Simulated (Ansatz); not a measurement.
## How methods differ on BH2Br− (SMILES [BH2-]Br)

BH2Br−: 4 atoms, total charge -1, spin state doublet. SMILES: `[BH2-]Br`. The shape is that of a GFN2-xTB optimisation.

```xyz
4

B    -0.3806    0.1488    0.0018
Br    1.5401    0.5809    0.6615
H    -0.7702   -0.8617    0.5475
H    -0.3893    0.1320   -1.2108
```

Quantity: the energy change with the B1–H3 bond stretched from 1.213 to 2.426 Å, in eV. The values are calculated.

```json
{"level": "U-r2SCAN/STO-3G", "kind": "meta-GGA", "program": "Ansatz", "value (eV)": "4.69", "less FCI/STO-3G": "+0.01", "CPU time (all runs)": "11 s"}
{"level": "U-r2SCAN0/STO-3G", "kind": "hybrid meta-GGA", "program": "Ansatz", "value (eV)": "4.98", "less FCI/STO-3G": "+0.30", "CPU time (all runs)": "13 s"}
{"level": "UB3LYP/STO-3G", "kind": "global hybrid", "program": "Ansatz", "value (eV)": "4.67", "less FCI/STO-3G": "-0.01", "CPU time (all runs)": "4.2 s"}
{"level": "UBHLYP/STO-3G", "kind": "global hybrid", "program": "Ansatz", "value (eV)": "5.06", "less FCI/STO-3G": "+0.38", "CPU time (all runs)": "4.7 s"}
{"level": "U-wB97M-V/STO-3G", "kind": "range-separated hybrid", "program": "Ansatz", "value (eV)": "5.02", "less FCI/STO-3G": "+0.34", "CPU time (all runs)": "38 s"}
{"level": "UBCCD(T)/STO-3G", "kind": "coupled cluster or CI", "program": "Ansatz", "value (eV)": "4.69", "less FCI/STO-3G": "+0.01", "CPU time (all runs)": "1.6 s"}
{"level": "UCCSDT/STO-3G", "kind": "coupled cluster or CI", "program": "Ansatz", "value (eV)": "4.67", "less FCI/STO-3G": "-0.01", "CPU time (all runs)": "3.4 s"}
{"level": "FCI/STO-3G", "kind": "exact in the basis", "program": "Ansatz", "value (eV)": "4.68", "less FCI/STO-3G": "0.00", "CPU time (all runs)": "6.6 s"}
```

FCI/STO-3G is exact within its basis and frozen core, so for wave-function methods in that basis the difference is their error; functionals converge differently with the basis, so for them it is only a difference. All-electron rows without a relativistic Hamiltonian named are non-relativistic. Sets without diffuse functions describe the anion poorly. The first shape isn't each level's own minimum. The values span 4.67 to 5.06 eV. Spin contamination of the reference (⟨S²⟩ at least 0.1 too high) touches U-r2SCAN/STO-3G, U-r2SCAN0/STO-3G, UB3LYP/STO-3G, UBHLYP/STO-3G, U-wB97M-V/STO-3G, UBCCD(T)/STO-3G, UCCSDT/STO-3G. All rows use very small basis sets, so none should be taken for the real molecule's value. In the correlated wave-function rows the outer d shell of Br is correlated, in sets not made for it. Times are those of the runs behind each value, whatever else they computed, on shared processors of several kinds: orders of magnitude only.

Coupled cluster with triples follows the exact result in this basis closely: UBCCD(T) and UCCSDT lie within 0.01 eV of FCI, on either side. The large energy cost reflects the loss of σ overlap between boron and hydrogen. At the stretched distance the bonding and antibonding orbitals draw together, so left-right correlation gains weight, yet a treatment including triples still recovers nearly all of its effect on the energy difference.

The functionals split into two groups. U-r2SCAN and UB3LYP fall close to FCI, while the other three give 4.98 to 5.06 eV. Within each related pair, more exact exchange goes with a higher value, possibly because it removes some of the left-right correlation that semilocal exchange mimics. The exchange fraction alone doesn't order the whole set, however, since UB3LYP lies slightly below U-r2SCAN, which has no exact exchange.

A single stretched point gives neither the dissociation limit nor the preference between losing hydrogen and losing bromide.
